# Ideality factor of a long Ge diode (Stafeev regime)

## Problem

A p⁺-n Ge diode at 300 K has its base on $0<x<W$, with $W=3L_a$. The ohmic contact holds $p(W)=0$, and the emitter is ideal, $J_n(0)=0$.

Typical values: $\mu_n=3900$, $\mu_p=1900\ \mathrm{cm^2/V\,s}$ (held constant), $n_i=2.4\times10^{13}\ \mathrm{cm^{-3}}$.
Assumed: $N_d=10^{14}\ \mathrm{cm^{-3}}$, constant lifetime $\tau=100\ \mu$s, $p_0=p(0)=5\times10^{16}\ \mathrm{cm^{-3}}$.
Compiled value: $\varepsilon_r=16.2$ (300 K, Ioffe Institute).

Find $c$ in $J\propto e^{qV/ckT}$, then $J$, $V$ and the accuracy.

## Why the formula holds

Notation: $b=\mu_n/\mu_p$, $V_T=kT/q$, $w=W/L_a$, $u=(W-x)/L_a$, $p'=dp/dx$. Forward bias is positive.

Neutrality gives $n=p+N_d$. With $j_i=J_i/qD_i$, the transport laws $j_n=nE/V_T+p'$ and $j_p=pE/V_T-p'$ give
$$\frac{E}{V_T}=\frac{j_n+j_p}{2p+N_d},\qquad -p'=\frac{j_p-j_n}{2}+\frac{N_dE}{2V_T},\qquad J=qD_p(j_p+bj_n).$$

**Bulk, $p\gg N_d$.** Dropping the $N_dE$ term, continuity gives $p''=p/L_a^2$ with $L_a^2=D_a\tau$, $D_a=2bD_p/(b+1)$. Hence $p=p_0\sinh u/\sinh w$, and $j_n(0)=0$ gives
$$J=2qD_pp_0\coth w/L_a\propto p_0 .$$
Solving for the field,
$$E=\frac{J-(b-1)qD_pp'}{q\mu_p[(b+1)p+bN_d]} .$$

**Three drops**, each logarithmic in $p_0$:
- junction: $V_j=V_T\ln(p_0N_d/n_i^2)$, coefficient 1;
- Dember: $V_D=V_T\frac{b-1}{b+1}\ln\!\big[1+\frac{(b+1)p_0}{bN_d}\big]$, coefficient $\frac{b-1}{b+1}$;
- ohmic: $V_T\frac{2\cosh w}{b+1}\int du/\sinh u$, whose lower cut-off scales as $N_d/p_0$, coefficient $\frac{2\cosh w}{b+1}$.

The sum is
$$c=\frac{2(b+\cosh w)}{b+1}.$$
It tends to 2 for $w\ll1$ and to $e^{w}/(b+1)$ for $w\gg1$.

**Cut-off.** In the thin contact layer the currents are constant. With $g=p_0/(L_a\sinh w)$, the conditions $j_p-j_n=2g$ and $j_p+bj_n=2g\cosh w$ give $j_p=cg$, $j_n=(c-2)g$. The drop from the contact up to density $p$ is $(c-1)V_T\ln(1+p/p_c)$ with $p_c=cN_d/2$. Matching to $\int_u^w ds/\sinh s=\ln[\tanh(w/2)/\tanh(u/2)]$ gives the base drop
$$\frac{V_B}{V_T}=(c-1)\ln\frac{p_0}{p_c}+\frac{2\cosh w}{b+1}\ln\frac{2\tanh(w/2)}{\sinh w}.$$

## Numbers

$V_T=0.02585$ V, $b=2.053$, $D_p=\mu_pV_T=49.1\ \mathrm{cm^2/s}$, $D_a=66.1\ \mathrm{cm^2/s}$, $L_a=0.0813$ cm, $W=0.244$ cm.
$\cosh3=10.07$, $\sinh3=10.02$, $\tanh1.5=0.905$.

**Ideality.** $c=2(2.053+10.07)/3.053=7.94$. A decade of current costs $cV_T\ln10=0.47$ V asymptotically, against 0.12 V for a short base.

**Current.**
$$J=\frac{2q\,(49.1\ \mathrm{cm^2/s})(5\times10^{16}\ \mathrm{cm^{-3}})\coth3}{0.0813\ \mathrm{cm}}=9.7\ \mathrm{A/cm^2}.$$

**Junction.** $V_j=V_T\ln(8.68\times10^3)=9.07\,V_T=0.23$ V.

**Base.** $p_c=3.97\times10^{14}\ \mathrm{cm^{-3}}$ and $p_0/p_c=126$, so
$$V_B/V_T=6.94\ln126+6.60\ln0.181=33.6-11.3=22.3,$$
and $V_B=0.58$ V. Of this $V_D=0.06$ V, and 0.52 V is ohmic.

**Total.** $V=V_j+V_B=0.81$ V.

## Accuracy

- *Thermal carriers.* $(n_i/N_d)^2=0.058$, small.
- *Neutrality.* The Debye length is $L_D=\sqrt{\varepsilon_r\varepsilon_0V_T/qN_d}=0.48\ \mu$m. At the contact $E=2(c-1)V_Tg/N_d=220$ V/cm, and $\rho/qN_d=L_D^2\,d(E/V_T)/dx=4c(c-1)(gL_D/N_d)^2=0.19$. It falls quickly into the base.
- *Dropped drift term, the main limit.* Integrated from the contact, $N_dE/2V_T$ adds up to $N_dV_B/2V_T$ to $p$. Divided by the slope $dp/du=p_0/\sinh w=5.0\times10^{15}\ \mathrm{cm^{-3}}$, this displaces the profile by
$$\delta\approx\frac{N_d\sinh w}{2p_0}\frac{V_B}{V_T}=0.22$$
in $u$. Since $\cosh w$ changes by the fraction $\delta\tanh w$, the ohmic drop and the local slope $dV/d\ln J$ are fixed only to a fraction of order $\delta$. The slope reaches $cV_T$ as $\delta\sim(N_d/p_0)\ln(p_0/N_d)\to0$. The condition $p_0\gg N_d$ alone is too weak for a long base.
- Raising $p_0$ shrinks $\delta$ but strengthens electron-hole scattering, Auger and radiative recombination, and electron leakage into the emitter, all absent from the model. The exponential window at $w=3$ is narrow.

The model's results: asymptotic $c=7.94$, with $J=9.7\ \mathrm{A/cm^2}$ at $V\approx0.8$ V.